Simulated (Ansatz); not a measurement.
## SrMg: the change of pressure and energy less free atoms with volume scale

Results calculated with Ansatz 0.2.0, not measured. Periodic Kohn-Sham DFT of a crystal at fixed atoms, scaled to volume_scale times the given cell; pressure positive in compression, energy less spherical unpolarised free atoms, largest_vzz the field gradient of largest size among the nuclei.

The cell before it is scaled or strained (space group Pm-3m, No. 221):
```
cell vectors (Å)
   3.9000     0.0000     0.0000
   0.0000     3.9000     0.0000
   0.0000     0.0000     3.9000
atoms (fractions of the cell vectors)
Sr  0.50000  0.50000  0.50000
Mg  0.00000  0.00000  0.00000
```

Settings of every row: method all-electron LAPW; functional LDA; relativity scalar; k mesh 9x9x9; filling fermi-dirac; smearing width 0.05 eV; basis error target 0.5 meV/atom; nucleus gaussian.

Atom start moment: 0 on all atoms.

```
row  volume scale  V (Å³/atom)  pressure (GPa)  energy less free atoms (eV/atom)
  1          0.94        27.88           5.845                           -1.8188
  2          0.96       28.473           4.966                           -1.8388
  3          0.98       29.066           4.164                           -1.8557
  4          0.99       29.363            3.79                           -1.8631
  5             1       29.659           3.432                           -1.8697
  6          1.01       29.956            3.09                           -1.8758
  7          1.02       30.253           2.763                           -1.8812
  8          1.04       30.846               ?                                 ?
  9          1.06       31.439           1.588                           -1.8972
```

Question: what pressure and energy less free atoms should row 8 give?

Worked fit of pressure. Take u = (V_r/V)^(2/3) − 1 with V_r = 29.511 Å³ an atom, which is twice the finite (Eulerian) strain; such expansions in the strain, on which the Birch-Murnaghan equation of state is built, carry the rest volume and the bulk modulus. The shown rows have u = 0.03863, 0.02416, 0.01018, 0.00336, -0.00333, -0.00993, -0.01642, -0.04131. Least squares give pressure = 3.6091 + 53.37 × u + 112.38 × u² + 115 × u³ GPa; a parabola predicts inner rows, each left out in turn, worse (root mean square 0.0018 against 0.00055 GPa). The rows lie off it by 0.000, 0.000, 0.000, 0.000, -0.001, 0.000, 0.000, 0.000. The withheld row has u = -0.02907, so the fit gives 3.6091 + 53.37 × (-0.02907) + 112.38 × (-0.02907)² + 115 × (-0.02907)³ = 2.150 GPa.

The calculation gave 2.15 GPa. The fit meets it to the printed digit.

Worked fit of energy less free atoms. Take u = (V_r/V)^(2/3) − 1 with V_r = 29.511 Å³ an atom, which is twice the finite (Eulerian) strain; such expansions in the strain, on which the Birch-Murnaghan equation of state is built, carry the rest volume and the bulk modulus. The shown rows have u = 0.03863, 0.02416, 0.01018, 0.00336, -0.00333, -0.00993, -0.01642, -0.04131. Least squares give energy less free atoms = −1.86649 + 0.9972 × u + 6.143 × u² eV/atom; a straight line predicts inner rows, each left out in turn, worse (root mean square 0.003 against 2.9e-05 eV/atom). All shown rows lie on it to the printed digit. The withheld row has u = -0.02907, so the fit gives −1.86649 + 0.9972 × (-0.02907) + 6.143 × (-0.02907)² = -1.8903 eV/atom.

The calculation gave -1.8903 eV/atom. The fit meets it to the printed digit.
